## Which method made which silicon carbide crystal?

One crystal of silicon carbide can be swollen or compact, with a narrow gap or a very wide one, depending on the method that describes it. The errors have a pattern, because each class of method simplifies the behaviour of the electrons in its own way. The lettered rows below can therefore be matched to the methods that made them. The band gap separates the highest filled from the lowest empty electronic level. The volume per atom is the one that the method itself prefers, and the bulk modulus measures resistance to uniform compression.

Crystalline SiC (P6_3mc, 12 atoms per cell) by force fields, DFTB and DFT, without spin polarisation or spin–orbit coupling; the k meshes are 5×5×3, 6×6×1 or 12×12×2. Band gaps are for the cell relaxed with r2SCAN, volumes come from each method's own relaxation or energy curve, and bulk moduli are for a fixed cell shape. Candidates: PBE DZVP, PBE SZV, SiC_Erhart-Albe.tersoff, DFTB, SiC.vashishta.

```tsv
row	band gap (eV)	volume per atom (Å³)	bulk modulus (GPa)
A	6.015	11.266	198.50
B	2.089	10.455	213.20
C	n/a	10.313	223.10
D	n/a	10.355	224.10
E	7.537	n/a	n/a
```

### Sorting by the electrons

Rows C and D are described by volume and stiffness alone, which marks them as the force fields. A force field gives the energy as a function of atomic positions. It has no electronic levels and hence no gap. Which of the two is Erhart-Albe and which is Vashishta remains open, since both volumes and both moduli are plausible for either.

The other three rows belong to two calculations with the PBE functional in atomic basis sets, SZV and DZVP, and to DFTB, a tight-binding method. A plane-wave calculation with PBE serves as the yardstick, because its basis set isn't tied to the atoms. It gives a gap of 2.02 eV and a volume of 10.50 Å³ per atom. Row B comes close to both, as the larger atomic basis should, so B is PBE DZVP.

Rows A and E have gaps of 6.0 and 7.5 eV, about three and four times the yardstick. The two remaining candidates, PBE SZV and DFTB, both use a minimal basis, with just enough functions to hold the valence shell of each atom. Theory leads us to expect too wide a gap from either. The gap thus identifies the pair but doesn't tell its members apart.

### Why a minimal basis opens the gap

The hydrogen molecule with one 1s function on each atom shows the cause in its simplest form. Let $a$ be the energy of one function in the molecule, $h$ the coupling between the two and $S$ their overlap. The bonding and antibonding levels are

$$E_\text{b}=\frac{a+h}{1+S},\qquad E_\text{a}=\frac{a-h}{1-S}.$$

Measured from $a$, the antibonding level rises by more than the bonding level falls, in the ratio $(1+S)/(1-S)$. Worse, two functions allow just two states. Once the bonding state has been formed, the antibonding one is whatever is left, and it has no freedom to lower its energy by changing shape.

The same holds for the crystal. Four valence functions on each of 12 atoms make 48 bands, and the 48 valence electrons fill 24 of them. The filled bands take the combinations that suit them, and the empty bands must accept the remainder. The functions are designed with occupied states in mind, so they suit bonding states tolerably and conduction states badly.

Adding functions to a fixed Hamiltonian lowers each level, counted from the bottom, or leaves it where it was. The filled levels usually have less to gain, while the empty ones can spread into the space between the atoms and drop a long way. The gap is therefore expected to narrow. This is a strong tendency and not a theorem, since nothing forbids a filled level from falling further than an empty one, and in a self-consistent calculation the Hamiltonian shifts as well.

The analogy with hydrogen has a limit. The lowest empty state of the molecule can leak into the vacuum as ever more diffuse functions are added. In a crystal the neighbouring atoms fill that space, and the edge of the conduction band settles at a definite energy. What carries over is the lack of freedom in the empty states, which should be felt wherever a filled bonding band faces an empty antibonding one.

### Using pressure as a second clue

All candidates were also applied to one common cell, relaxed with the r2SCAN functional, which holds 10.332 Å³ per atom. In a cell that is too small for its taste, a method reports a positive pressure and pushes outward. In one that is too large, it pulls inward. The pressures reported for DFTB and the two force fields can be compared with those that the lettered rows imply.

The link follows from the definition of the bulk modulus, $B=-V\,\mathrm{d}P/\mathrm{d}V$. Let $V_0$ be the preferred volume, where the pressure vanishes, and $V_\text{c}$ the volume of the common cell. For a small difference between them,

$$P(V_\text{c})\approx B\left(\frac{V_0}{V_\text{c}}-1\right).$$

The formula has no adjustable constant. It takes the volume and modulus of a row and returns the pressure that the method behind it should show.

For row A the estimate is

$$P\approx 198.5\ \text{GPa}\times\left(\frac{11.266}{10.332}-1\right)\approx 18\ \text{GPa}.$$

DFTB reports only 4.7 GPa in this cell. A strain of 9 per cent is large for a linear formula, but the Murnaghan equation, with a typical pressure derivative of 4 for the modulus, raises the estimate to about 21 GPa and widens the disagreement. Row A can't be DFTB. It is PBE SZV, and row E falls to DFTB.

The force fields are separated by sign. Erhart-Albe reports $+0.51$ GPa and must prefer a volume above that of the common cell, which points to D. Vashishta reports $-0.46$ GPa and must prefer a smaller one, which points to C. The formula reproduces both pressures to within about a tenth of the reported values, so the size of the effect agrees as well as its direction.

### How sure is each letter?

The assignment of B rests on its closeness to plane-wave PBE in gap, volume and modulus together, and is sure. The other four letters would have been ambiguous on the lettered values alone, and the pressures settle them. E is identified less directly: its very wide gap fits a minimal basis, and the exclusion of DFTB from row A does the rest. The labels are these.

The rows with their labels:

```tsv
name	kind	band gap (eV)	volume per atom (Å³)	bulk modulus (GPa)
SiC_Erhart-Albe.tersoff	force field	n/a	10.355	224.10
SiC.vashishta	force field	n/a	10.313	223.10
SiCGe.tersoff	force field	n/a	n/a	n/a
DFTB	tight binding	7.537	n/a	n/a
PBE coarse-settings	low cutoff and mesh	1.963	n/a	n/a
PBE	semilocal	2.021	10.499	212.90
PBE SZV	small basis	6.015	11.266	198.50
r2SCAN	semilocal	2.386	10.332	227.50
PBE DZVP	small basis	2.089	10.455	213.20
GLLB-SC	model potential	3.371	n/a	n/a
```

### What each class gets wrong

The two PBE calculations in atomic basis sets share a functional, so the contrast between them mainly shows the effect of the basis. Going from SZV to DZVP lowers the gap by 3.9 eV. The runs behind the table also differ in their meshes of k points, but a mesh is unlikely to account for a change of this size. Changing the physical approximation, from PBE through r2SCAN to GLLB-SC, moves it by no more than 1.35 eV. For this crystal a poor atomic basis does more harm to the gap than any choice among these three approximations.

DFTB errs in the character of the gap as well as in its size. It places both band edges at the centre of the Brillouin zone, whereas PBE with coarse settings has its lowest empty state on the zone boundary, along the line from M to L. Lowering all the empty DFTB bands by the same energy would therefore leave the wrong state at the bottom. DFTB also makes approximations of its own, here including charges that aren't iterated to self-consistency, so its excess gap can't be charged to the basis alone.

The minimal basis spoils the size of the crystal too. PBE SZV prefers a volume 7 per cent above that of plane-wave PBE, while DZVP comes back to within half a per cent. The expected cause, which these runs don't isolate, is that atomic clouds reshape as neighbours approach, contracting in some places and leaning into the bond in others. The energy gained in this way grows at short distance and draws the atoms together, and a minimal basis forfeits much of it. DZVP adds a second radial function and polarisation functions at once, so their shares can't be separated here.

DFTB shows much less of this swelling, to judge by its modest pressure. A likely reason, not tested here, is the repulsion between pairs of atoms that such methods add to the electronic energy. It is commonly adjusted to reproduce reference bond lengths, and can thus repair the size of a crystal. It can't repair the gap, because it doesn't act on the electronic levels.

A larger preferred volume tends to go with a softer crystal. If volume alone mattered, a pressure derivative of 4 would make the modulus vary as $V^{-4}$. Scaling the plane-wave PBE modulus to the smaller r2SCAN volume gives 227 GPa, practically the r2SCAN result. Scaling it to the SZV volume gives 161 GPa, far below the 198.5 GPa computed. The SZV crystal is more than a stretched PBE crystal; perhaps functions that can't adapt also make it resist compression more strongly.

The Erhart-Albe and Vashishta force fields come within 2 per cent of r2SCAN in both volume and modulus, at a tiny fraction of the effort. This is no independent success, since both were adjusted to properties of silicon carbide. They are interpolations of known behaviour, trustworthy near the conditions that shaped them. Their moduli differ by 1 GPa, which is no basis for ranking them. The third force field, SiCGe.tersoff, has no volume or modulus in the table, but its pressure of $-5.2$ GPa in the common cell shows that it prefers a distinctly smaller crystal.

### What remains once the basis is good

With the basis repaired, the functional decides the gap. The measured gap of this form of silicon carbide is roughly 3 eV, a recalled value that includes thermal and zero-point motion. PBE and r2SCAN fall below it, as semilocal functionals usually do, because their orbital energies omit all or most of a jump in the potential that occurs when an electron is added. GLLB-SC estimates this jump, and at 3.4 eV it lands above the measured gap.

How much the functional matters depends on the quantity wanted. From PBE to r2SCAN the volume shrinks by less than 2 per cent and the modulus rises by about 7 per cent, so either can serve for a first estimate of how the crystal strains under load. From PBE to GLLB-SC the gap grows by two thirds. A gap from one functional alone should therefore be checked against a measurement or a more accurate method, while the gaps from a minimal basis are too far off here to be of use.
